**Why CdTe stiffens under compression**

The pressure of a crystal at a given volume is the rate at which its energy rises as the volume shrinks, $P=-\mathrm{d}E/\mathrm{d}V$. For zinc-blende CdTe it was computed with a meta-GGA density functional at seven fixed volumes. The energy $E$ is counted from the minimum of a curve fitted to the seven energies. That fit places the minimum at $V_0=34.255$ Å³/atom, with a bulk modulus $B=40.7$ GPa there.

Zinc-blende CdTe at uniformly scaled volumes, computed with GPAW 26.7.0 using the MS2 meta-GGA functional, PAW data sets (gpaw-data 1.2.1), a 600 eV plane-wave cutoff, a 6×6×6 k mesh and Fermi–Dirac smearing of 0.05 eV, without spin polarisation or spin–orbit coupling. The lattice is static, and energies are counted from the minimum of the fitted curve.

| volume (Å³/atom) | energy (meV/atom) | pressure (GPa) |
| --- | --- | --- |
| 30.95 | 49.16 | 5.230 |
| 31.61 | 30.31 | 3.940 |
| 32.26 | 16.46 | 2.790 |
| 32.92 | 7.09 | 1.760 |
| 33.58 | 1.76 | 0.840 |
| 34.24 | 0.00 | 0.010 |
| 34.90 | 1.48 | -0.730 |

The volumes are evenly spaced, but the pressures are not. The step between the two largest volumes costs 0.74 GPa, and the step between the two smallest costs 1.29 GPa. An energy that is a simple parabola in volume would give equal steps, so that description fails at once. The question is what makes each further squeeze harder.

**Ordinary springs in a shrinking cell**

A tempting answer is that the bonds are ordinary Hookean springs and that geometry does the rest. In zinc blende, uniform compression shortens every Cd–Te bond by the same fraction and leaves the bond angles alone, so one length $r$ describes the whole change. Pressure is force per area, and as the cell shrinks the same force acts on a smaller area. Even perfect springs therefore make a crystal that stiffens somewhat.

With $y=r/r_0=(V/V_0)^{1/3}$, where $r_0$ is the bond length at the minimum, such springs give

$$E=\tfrac92 BV_0(1-y)^2,\qquad P=\frac{3B(1-y)}{y^2}.$$

At the smallest volume the bonds are 3.33 % shorter than at the minimum, so $y=0.967$. The predicted pressure is $3\times40.7\times0.0333/0.967^2=4.35$ GPa, whereas the calculation gives 5.23 GPa. The springs thus miss 17 % of the pressure. This row helped to fix $V_0$ and $B$ through its energy, but its pressure played no part in that fit.

A stiffer spring would not rescue the idea, because it would raise the pressure by the same factor at every volume. The better test is how much the stiffness grows, with stiffness taken as $-V\,\Delta P/\Delta V$ between neighbouring rows. From the most stretched interval to the most compressed one, the calculated stiffness rises by a factor of 1.58. Hookean bonds give only 1.10, whatever their strength, so geometry supplies a small part of the effect.

The energies alone hide this failure rather well. At the smallest volume the springs store 43 meV/atom where the calculation finds 49, a shortfall of 12 %. The shortfall grows to 17 % in the pressure and to 27 % in the stiffness of the most compressed interval. Each derivative brings out more of the curve's lopsided shape, which is why a good-looking energy fit can still give a poor compressibility.

**An uneven well**

The remaining explanation is that the bonds themselves are uneven, harder to shorten than to lengthen. A simple law of this kind replaces the parabola in $r$ by one in $1/r^2$, the second-order Birch equation:

$$E=\tfrac98 BV_0\left(y^{-2}-1\right)^2,\qquad P=\tfrac32B\left(y^{-7}-y^{-5}\right).$$

Multiplying out the square shows what has changed: a repulsion growing as $1/r^4$ now works against an attraction growing as $1/r^2$. With the same $V_0$ and $B$ as before, and no additional constant, this law gives 5.06 GPa at the smallest volume, 3 % below the calculated pressure. Its stiffness grows by a factor of 1.47, much closer to the calculated 1.58. The numbers therefore favour an uneven well, and the remaining difference shows that the computed well is more uneven still.

Standard bonding theory supplies the reason for the unevenness. When the atoms approach, their electron clouds overlap more, and the Pauli principle forces electrons into states of higher kinetic energy. This repulsion grows faster than the attraction that holds the crystal together, so the energy climbs more steeply when the bonds are shortened than when they are lengthened by the same amount. The energies and pressures in the table are totals, so they do not separate these two contributions.

Nor do the powers 4 and 2 measure the true forces. For a repulsion $1/r^n$ against an attraction $1/r^m$, the bulk modulus at the minimum grows by $(n+m+6)/3$ GPa per GPa of pressure, so different pairs of powers can give the same stiffening. The formula also shows what to look for in a related crystal: for a given form of the attraction, the more steeply the repulsion rises, the faster the material stiffens.

**Using the curve**

For small loads the linear rule $P=B(1-V/V_0)$, which is the parabola in volume again, is a fair approximation, but its error builds up quickly. At 32.92 Å³/atom it gives 1.58 GPa instead of 1.76, already 10 % too low. At higher pressure the gain in stiffness has to be included, on average about 4.5 GPa per GPa over the range computed here. The two smallest volumes need a further caution: real CdTe leaves the zinc-blende structure at very roughly 3 to 4 GPa, a change that the fixed structure of the calculation rules out. Those rows describe how zinc blende would respond if it survived.
